**Second ionisation energies of Hf⁺ to Bi⁺: nl average against low-j-first filling**

The table holds ΔSCF ionisation energies from four-component Dirac–Coulomb Hartree–Fock at the radial basis limit, averaged over the nl configuration or over the jj configuration that fills $j = l - 1/2$ first, both with Breit, QED and recoil terms, beside NIST values. The program tests a counting model in which each end is lowered by the number of electrons moved to the lower subshell times the spin–orbit splitting. The model gives the sign of the step for Hf⁺, Pt⁺, Pb⁺ and Bi⁺ and, with one parameter, fits the five rows that lose 6s to 0.006 eV rms, but a single splitting fails for Bi⁺. Both columns lie 0.6 to 2.8 eV below NIST, low j first helps only Pb⁺ and Bi⁺, and the small corrections reach at most 0.06 eV. At the central NIST values the deficit of the 6s rows does not follow the 5d spin, which speaks against 6s–5d exchange as the only cause, though the uncertainties are wide.

Calculated values. Ionisation energies (IE) of Hf⁺ to Bi⁺ by ΔSCF from B-spline radial atomic code 1: Dirac-Coulomb Hartree-Fock at the basis-set limit, Fermi nucleus. Open shells are averaged over the nl configuration or over the jj configuration that fills j = l − 1/2 first. Both IE columns include first-order Breit, QED and recoil terms; NIST values run between ground levels.

## Analysis program

```python
# Table: ionisation energies (eV) of Hf+ to Bi+, B-spline radial code, Dirac-Coulomb Hartree-Fock Delta-SCF,
# nl average and low-j-first jj average (both with Breit, QED, recoil), beside NIST values.
# Tested: counting model for the jj less nl step, size of each step against the error, 6s-5d exchange counting.
T = {
    'ion': ['Hf+', 'Ta+', 'W+', 'Re+', 'Os+', 'Ir+', 'Pt+', 'Pb+', 'Bi+'],
    'Z': [72, 73, 74, 75, 76, 77, 78, 82, 83],
    'N': [71, 72, 73, 74, 75, 76, 77, 81, 82],
    'configuration': ['[Xe] 4f14 5d1 6s2', '[Xe] 4f14 5d3 6s1', '[Xe] 4f14 5d4 6s1', '[Xe] 4f14 5d5 6s1', '[Xe] 4f14 5d6 6s1', '[Xe] 4f14 5d7 6s1', '[Xe] 4f14 5d9', '[Xe] 4f14 5d10 6s2 6p1', '[Xe] 4f14 5d10 6s2 6p2'],
    'jj_cfg': ['(5d3/2)1 → (5d3/2)2', '(5d3/2)3 → (5d3/2)3', '(5d3/2)4 → (5d3/2)4', '(5d3/2)4 (5d5/2)1 → (5d3/2)4 (5d5/2)1', '(5d3/2)4 (5d5/2)2 → (5d3/2)4 (5d5/2)2', '(5d3/2)4 (5d5/2)3 → (5d3/2)4 (5d5/2)3', '(5d3/2)4 (5d5/2)5 → (5d3/2)4 (5d5/2)4', '(6p1/2)1 → closed', '(6p1/2)2 → (6p1/2)1'],
    'ie_nl': [13.5844, 13.487, 14.0805, 14.636, 15.1628, 15.6676, 17.9392, 13.2168, 14.8239],  # eV
    'ie_jj': [13.2584, 13.3894, 13.9487, 14.5343, 15.0861, 15.6126, 17.3106, 14.3829, 15.6584],  # eV
    'diff': [-0.33, -0.1, -0.13, -0.1, -0.08, -0.05, -0.63, 1.17, 0.83],  # eV
    'tab': [14.61, 16.2, 16.37, 16.6, 17.0, 17.0, 18.56, 15.032499, 16.703],  # eV
    'tab_kind': ['theory', 'semi-empirical', 'semi-empirical', 'semi-empirical', 'semi-empirical', 'semi-empirical', 'measured', 'measured', 'measured'],
    'unc': [0.04, 0.5, 0.15, 0.5, 1.0, 0.3, 0.12, 7e-06, 0.004],  # eV
}
import numpy as np
from scipy.constants import physical_constants as pc
H = pc['Hartree energy in eV'][0]
ion = T['ion']
Z, nl, jj, tab, unc = (np.array(T[k], float) for k in ('Z', 'ie_nl', 'ie_jj', 'tab', 'unc'))
lost = ['6s2>5d', '6s', '6s', '6s', '6s', '6s', '5d', '6p', '6p']
l = np.array([2]*7 + [1, 1])
n_p, up_p = np.array([1, 3, 4, 5, 6, 7, 9, 1, 2]), np.array([0, 0, 0, 1, 2, 3, 5, 0, 0])
n_i, up_i = np.array([2, 3, 4, 5, 6, 7, 8, 0, 1]), np.array([0, 0, 0, 1, 2, 3, 4, 0, 0])
cp, ci = n_p*(l+1)/(2*l+1) - up_p, n_i*(l+1)/(2*l+1) - up_i
# further outputs of the same runs: IE without Breit/QED/recoil (eV), sum of r^2 (nl runs), nl less jj totals (hartree)
nl0 = np.array([13.64402, 13.5132, 14.1099, 14.66866, 15.19867, 15.70666, 17.92792, 13.22785, 14.83636])
jj0 = np.array([13.31363, 13.41369, 13.97557, 14.56489, 15.1204, 15.65061, 17.28985, 14.40717, 15.68407])
r2p = np.array([58.624, 54.389, 54.109, 53.642, 53.061, 52.408, 48.115, 57.685, 60.950])
r2i = np.array([40.045, 41.099, 41.718, 42.044, 42.165, 42.138, 42.002, 46.046, 49.985])
Lp, Li = [.01, .04, .08, .07, .07, .06, .02, .04, .09], [.03, .05, .08, .07, .06, .05, .05, 0, .07]
d, en, ej = jj - nl, nl - tab, jj - tab
print("ion lost | nl-NIST, jj-NIST, NIST uncertainty | Breit+QED+recoil in nl, jj (eV) | errors nl, jj in %")
for k in range(9):
    print(f"{ion[k]} {lost[k]} | {en[k]:+.2f} {ej[k]:+.2f} {unc[k]:.3f} | {nl[k]-nl0[k]:+.3f} {jj[k]-jj0[k]:+.3f} | {100*en[k]/tab[k]:+.1f} {100*ej[k]/tab[k]:+.1f}")
s = np.array([x == '6s' for x in lost]); p = np.array([x == '6p' for x in lost])
for name, m in (('all rows', Z > 0), ('6s rows', s), ('6p rows', p)):
    print(f"mean abs error, {name}: nl {abs(en[m]).mean():.2f}, jj {abs(ej[m]).mean():.2f} eV; mean abs step {abs(d[m]).mean():.2f} eV")
print(f"rows within 1 eV of NIST: nl {(abs(en)<1).sum()}, jj {(abs(ej)<1).sum()} of 9; smallest error nl {abs(en).min():.2f}, jj {abs(ej).min():.2f} eV")
print("ion | c parent, c ion | lowering parent, ion (hartree, +-0.01) | jj-nl (eV), as % of nl error | drop in sum r^2 (bohr^2)")
for k in range(9):
    print(f"{ion[k]} | {cp[k]:.2f} {ci[k]:.2f} | {Lp[k]:.2f} {Li[k]:.2f} | {d[k]:+.4f} {100*abs(d[k]/en[k]):.0f} | {r2p[k]-r2i[k]:.1f}")
print(f"rounding: IE columns 0.0001 eV; total energies 0.01 hartree = {0.01*H:.2f} eV")
delta = -(cp[s] @ d[s])/(cp[s] @ cp[s]); res = d[s] + delta*cp[s]
print(f"6s rows, jj-nl = -c*delta: delta {delta:.4f} eV, rms {np.sqrt((res**2).mean()):.4f} eV; constant shift {d[s].mean():+.4f}, rms {d[s].std():.4f} eV")
print("  residuals Ta+ to Ir+ (eV):", np.round(res, 4), " -(jj-nl)/c:", np.round(-d[s]/cp[s], 3))
print("one splitting for both ends, (jj-nl)/(c parent - c ion):", ", ".join(f"{ion[k]} {d[k]/(cp[k]-ci[k]):.2f}" for k in range(9) if not s[k]), "eV")
def pair(a, b, F2, F4):  # extra lowering of (d3/2)^a (d5/2)^b from exchange pairs, common F2 and F4
    n = a + b
    return (a*(a-1)/2/15 + a*b/70 + b*(b-1)/2*8/175)*F2 + (a*b/21 + b*(b-1)/2*2/105)*F4 - n*(n-1)/2*2/63*(F2+F4)
pOs, pPt = pair(4, 2, 7.594, 5.006), pair(4, 4, 8.289, 5.481)  # 5d3/2-5d5/2 integrals of Os2+, Pt2+ from the runs
print(f"pair-term lowering: Os2+ {pOs:.2f} eV, Pt2+ {pPt:.3f} eV; Pt splitting after it {(-d[6]-pPt)/0.4:.2f} eV")
LBi2 = 24.85605 - 23.1075  # Bi2+ IE of the same runs, jj less nl, uncorrected; Bi3+ is closed
LBi1 = LBi2 + jj0[8] - nl0[8]
print(f"Bi lowering (uncorrected): Bi2+ {LBi2:.2f} eV, per c {LBi2/ci[8]:.2f}; Bi+ {LBi1:.2f} eV, per c {LBi1/cp[8]:.2f}")
# same nl runs, ion less parent in hartree: Gaunt, retardation, self-energy, Uehling
parts = {'Ir+': (22.13038-22.13093, -2.346043+2.346068, 16.33813-16.33921, -3.210096+3.210305),
         'Pb+': (27.69405-27.69478, -2.936209+2.93633, 20.97328-20.97307, -4.452188+4.452128)}
for k, v in parts.items():
    print(f"{k} nl parts (eV): Gaunt+retardation {(v[0]+v[1])*H:+.3f}, self-energy {v[2]*H:+.3f}, Uehling {v[3]*H:+.3f}, sum {sum(v)*H:+.3f}")
big = max(abs(nl-nl0).max(), abs(jj-jj0).max())
print(f"largest Breit+QED+recoil {big:.3f} eV; smallest jj error is {abs(ej).min()/big:.0f} times that")
x = Z[s] - 75
print(f"6s rows slope: nl {np.polyfit(x, nl[s], 1)[0]:.3f}, jj {np.polyfit(x, jj[s], 1)[0]:.3f} eV per Z; nl steps", np.round(np.diff(nl[s]), 2))
c, cov = np.polyfit(x, tab[s], 1, w=1/unc[s], cov='unscaled')
print(f"NIST weighted slope {c[0]:.2f} +- {np.sqrt(cov[0,0]):.2f} eV per Z if uncertainties were independent")
print("NIST steps", np.round(np.diff(tab[s]), 2), "combined uncertainty", np.round(np.hypot(unc[s][1:], unc[s][:-1]), 2))
S = np.array([1.5, 2, 2.5, 2, 1.5])  # Hund spin of 5d^n
for name, v in (('5d spin S', S), ('Z-75', x)):
    q = np.polyfit(v, -en[s], 1); r = -en[s] - np.polyval(q, v)
    print(f"nl deficit vs {name}: slope {q[0]:+.2f}, offset {q[1]:.2f} eV, rms {r.std():.2f}, residuals", np.round(r, 2))
assert (en < 0).all() and (ej < 0).all()
assert (np.sign(d[~s]) == np.sign((cp-ci)[~s])).all() and (d[s] < 0).all()
assert ((abs(ej) < abs(en)) == p).all()
assert big < 0.1
```

It prints:

```
ion lost | nl-NIST, jj-NIST, NIST uncertainty | Breit+QED+recoil in nl, jj (eV) | errors nl, jj in %
Hf+ 6s2>5d | -1.03 -1.35 0.040 | -0.060 -0.055 | -7.0 -9.3
Ta+ 6s | -2.71 -2.81 0.500 | -0.026 -0.024 | -16.7 -17.3
W+ 6s | -2.29 -2.42 0.150 | -0.029 -0.027 | -14.0 -14.8
Re+ 6s | -1.96 -2.07 0.500 | -0.033 -0.031 | -11.8 -12.4
Os+ 6s | -1.84 -1.91 1.000 | -0.036 -0.034 | -10.8 -11.3
Ir+ 6s | -1.33 -1.39 0.300 | -0.039 -0.038 | -7.8 -8.2
Pt+ 5d | -0.62 -1.25 0.120 | +0.011 +0.021 | -3.3 -6.7
Pb+ 6p | -1.82 -0.65 0.000 | -0.011 -0.024 | -12.1 -4.3
Bi+ 6p | -1.88 -1.04 0.004 | -0.012 -0.026 | -11.3 -6.3
mean abs error, all rows: nl 1.72, jj 1.65 eV; mean abs step 0.38 eV
mean abs error, 6s rows: nl 2.03, jj 2.12 eV; mean abs step 0.09 eV
mean abs error, 6p rows: nl 1.85, jj 0.85 eV; mean abs step 1.00 eV
rows within 1 eV of NIST: nl 1, jj 1 of 9; smallest error nl 0.62, jj 0.65 eV
ion | c parent, c ion | lowering parent, ion (hartree, +-0.01) | jj-nl (eV), as % of nl error | drop in sum r^2 (bohr^2)
Hf+ | 0.60 1.20 | 0.01 0.03 | -0.3260 32 | 18.6
Ta+ | 1.80 1.80 | 0.04 0.05 | -0.0976 4 | 13.3
W+ | 2.40 2.40 | 0.08 0.08 | -0.1318 6 | 12.4
Re+ | 2.00 2.00 | 0.07 0.07 | -0.1017 5 | 11.6
Os+ | 1.60 1.60 | 0.07 0.06 | -0.0767 4 | 10.9
Ir+ | 1.20 1.20 | 0.06 0.05 | -0.0550 4 | 10.3
Pt+ | 0.40 0.80 | 0.02 0.05 | -0.6286 101 | 6.1
Pb+ | 0.67 0.00 | 0.04 0.00 | +1.1661 64 | 11.6
Bi+ | 1.33 0.67 | 0.09 0.07 | +0.8345 44 | 11.0
rounding: IE columns 0.0001 eV; total energies 0.01 hartree = 0.27 eV
6s rows, jj-nl = -c*delta: delta 0.0520 eV, rms 0.0058 eV; constant shift -0.0926, rms 0.0257 eV
  residuals Ta+ to Ir+ (eV): [-0.004  -0.007   0.0023  0.0065  0.0074]  -(jj-nl)/c: [0.054 0.055 0.051 0.048 0.046]
one splitting for both ends, (jj-nl)/(c parent - c ion): Hf+ 0.54, Pt+ 1.57, Pb+ 1.75, Bi+ 1.25 eV
pair-term lowering: Os2+ 0.26 eV, Pt2+ 0.046 eV; Pt splitting after it 1.46 eV
Bi lowering (uncorrected): Bi2+ 1.75 eV, per c 2.62; Bi+ 2.60 eV, per c 1.95
Ir+ nl parts (eV): Gaunt+retardation -0.014, self-energy -0.029, Uehling +0.006, sum -0.038
Pb+ nl parts (eV): Gaunt+retardation -0.017, self-energy +0.006, Uehling -0.002, sum -0.012
largest Breit+QED+recoil 0.060 eV; smallest jj error is 11 times that
6s rows slope: nl 0.544, jj 0.558 eV per Z; nl steps [0.59 0.56 0.53 0.5 ]
NIST weighted slope 0.21 +- 0.10 eV per Z if uncertainties were independent
NIST steps [0.17 0.23 0.4  0.  ] combined uncertainty [0.52 0.52 1.12 1.04]
nl deficit vs 5d spin S: slope -0.04, offset 2.10 eV, rms 0.46, residuals [ 0.67  0.27 -0.04 -0.19 -0.71]
nl deficit vs Z-75: slope -0.32, offset 2.03 eV, rms 0.08, residuals [ 0.04 -0.06 -0.06  0.13 -0.05]
```
